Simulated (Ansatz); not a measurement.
Ligand exchange: how K changes with temperature for BH(CH3)2 + InH2(NH2) ⇌ B(CH3)2(NH2) + InH3

Species: BH(CH3)2, singlet; InH2(NH2), singlet; B(CH3)2(NH2), singlet; InH3 `[InH3]`, singlet. The partners trade H for NH2: B–H and In–NH2 bonds give way to B–NH2 and In–H.

The electronic reaction energy at CCSD(T)/def2-TZVPP is -112.2 kJ/mol. Shapes: PBE0-D4/def2-TZVP. Programs: Ansatz 0.2.0. Enthalpy and entropy come from rigid-rotor, harmonic-oscillator sums on unscaled PBE0-D4/def2-TZVP wavenumbers, ideal gases at 1 bar. Symmetry numbers: BH(CH3)2 2, InH2(NH2) 2, B(CH3)2(NH2) 2, InH3 6. R = 8.3145 J/(mol K).

```
T (K)  ΔH (kJ/mol)  ΔS (J/(mol K))
  300       -111.5           -27.2
  500            ?               ?
  700       -113.0           -30.8
```

Task: Work out ln K at 300 and 700 K, and from these estimate it at 500 K.

Result: 
1. 300 K: ΔG = -111.5 − 300 × (-27.2)/1000 = -103.3 kJ/mol; ln K = −ΔG/RT = +41.41.
2. 700 K: ΔG = -113.0 − 700 × (-30.8)/1000 = -91.4 kJ/mol; ln K = −ΔG/RT = +15.70.
3. Slope against 1000/T: (+15.70 − (+41.41))/(1.4286 − 3.3333) = +13.50, that is −ΔH/R with ΔH near -112 kJ/mol.
4. 500 K: ln K = +41.41 + (+13.50) × (2.0000 − 3.3333) = +23.41.

The full sums give ΔH = -112.5 kJ/mol, ΔS = -29.9 J/(mol K), ΔG = -97.5 kJ/mol and ln K = +23.45 at 500 K, so the line is off by -0.04 in ln K; without rounding the miss is -0.04, from the change of ΔH with temperature. The products are favoured over this whole range. An error of 10 kJ/mol in the energy moves ln K by 2.4 at 500 K. Soft modes are treated as harmonic, which can err either way at these temperatures; the lowest are those of BH(CH3)2 (94 cm⁻¹), InH2(NH2) (163 cm⁻¹), B(CH3)2(NH2) (68 cm⁻¹). For atoms past krypton def2 sets carry core potentials with scalar relativity. Outer-core shells of In are correlated, in sets that cover them unevenly.

The exchange is driven by enthalpy: with two molecules on each side, little translational entropy is gained or lost, and the small negative ΔS only slightly offsets the heat released. Part of that entropy loss is simply the high symmetry number of InH3. Because the reaction is exothermic, ln K falls from +41.41 at 300 K to +15.70 at 700 K, yet the products remain strongly favoured.

The preference probably originates in the B–N bond. Boron's compact, empty 2p orbital accepts the nitrogen lone pair well, adding π character to a short, polar σ bond, whereas the diffuse 5p orbital of indium overlaps poorly with it. Boron also binds hydrogen more strongly than indium does, which opposes the exchange, so the gain on moving the amide must outweigh that cost. The energies do not divide this gain into σ, π and ionic parts. Nor do these constants describe a bulk mixture, where hydride bridges in the borane and indane and amide bridges between indium centres would shift the balance.
